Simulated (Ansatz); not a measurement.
## Ti4O3 (I4/mmm), a vibration from a frozen displacement

All numbers below come from DFT r2SCAN, scalar-relativistic, plane waves, PAW (Ansatz). The runs took a 500 eV cutoff, a Γ-centred 14×14×14 mesh and Gaussian smearing (0.15 eV). No spin polarisation. Energies are free energies at this smearing, counted from the undisturbed cell; pressure is positive in compression.

Zero of the scan (relaxed at this level; it needn't be the usual structure):

```
Ti O
1.0
    -2.12890    2.12890    4.10162
     2.12890   -2.12890    4.10162
     2.12890    2.12890   -4.10162
Ti O
4 3
Direct
  0.00000 0.50000 0.50000
  0.27062 0.27062 0.00000
  0.50000 0.00000 0.50000
  0.72938 0.72938 0.00000
  0.75000 0.25000 0.50000
  0.00000 0.00000 0.00000
  0.25000 0.75000 0.50000
```

Atom 5 (O) is moved by x along the Cartesian unit vector (0.000, 0.000, 1.000); the cell and all other atoms stay fixed. The cell's volume is 74.36 Å³; the moved atoms weigh 15.999 u together and the others 223.466 u. Some rows repeat others by symmetry and weren't run.

| x (Å) | ΔE (meV/cell) | total force on the moved atoms along the move (eV/Å) | pressure (GPa) |
| --- | --- | --- | --- |
| -0.1000 | 73.33 | 1.4927 | 0.5812 |
| -0.0833 | 50.61 | 1.2301 | 0.4057 |
| -0.0667 | 32.30 | 0.9763 | 0.2640 |
| -0.0500 | 18.09 | 0.7268 | 0.1533 |
| -0.0333 | 8.00 | 0.4816 | 0.0745 |
| 0.0000 | 0.00 | 0.0000 | 0.0116 |
| 0.0333 | 8.00 | -0.4816 | 0.0745 |
| 0.0500 | 18.09 | -0.7268 | 0.1533 |
| 0.0667 | 32.30 | -0.9763 | 0.2640 |
| 0.0833 | 50.61 | -1.2301 | 0.4057 |
| 0.1000 | 73.33 | -1.4927 | 0.5812 |

Problem. What frequency belongs to this motion?

Solution. The force constant is k = −dF/dx = 14.462 eV/Å², from the parabola through x = -0.0333, 0 and 0.0333. In every cell the moved atoms swing against the rest, so the mass is μ = m₁m₂/(m₁ + m₂) = 14.930 u, and ν̃ = 521.5 cm⁻¹ × √(|k|/μ) = 513 cm⁻¹. The pattern needn't be a normal mode: ν̃² is then a weighted mean of the squared nonzero frequencies at the zone centre of this cell, so it lies between the lowest and the highest of them.

Problem. How far does the harmonic law reach?

Solution. At x = -0.100 Å, kx²/2 = 72.31 meV against the computed 73.33 meV (+1.4 %): the well is still close to harmonic there.

Problem. The pressure changes with x². What does that say about the frequency under compression?

Solution. With E = k(V)x²/2, k ∝ V^(−2γ) and x scaling with the cell as V^(1/3), P − P0 = −∂E/∂V = (2γ − 2/3) ΔE/V. At x = 0.0500 Å, V(P − P0) = 74.36 × 0.14162 / 160.2 eV = 65.73 meV and ΔE = 18.09 meV, so γ = 1/3 + V(P − P0)/(2ΔE) = 2.15. This is the Grüneisen parameter of the motion under uniform scaling of the cell: shrinking the cell evenly by 1 % in volume raises the frequency by about 2.15 %.

No gap shows at this level, though a semilocal functional can close a small gap that the real compound has; without a gap these slopes depend on the k mesh and the smearing.

Cost: 6 runs of about 13 core-minutes in all, on Intel Xeon 6975P-C (Granite Rapids) (shared hosts).

The oxygen atom sits in a stiff, single-minimum well with no tendency to move off-centre along this direction. The displacement runs along a nearly straight Ti–O–Ti line, so one bond shortens as the opposite one lengthens. Site symmetry cancels the odd terms in the energy, and the small excess over the parabola at larger amplitude probably reflects the steep short-range repulsion on the compressed side. The same repulsion would explain the positive Grüneisen parameter of 2.15: shorter Ti–O contacts raise the curvature of the well faster than the attractive terms lower it.

The absence of a gap fits an oxygen-poor titanium oxide, in which electrons not taken up by oxygen remain in Ti 3d states. If the compound is indeed metallic, these carriers screen the long-range field of the moving ions, and no LO–TO splitting of the usual polar kind is expected at the zone centre. The restoring force found here doesn't establish dynamical stability, since a soft mode could involve other atoms, directions or wavevectors.
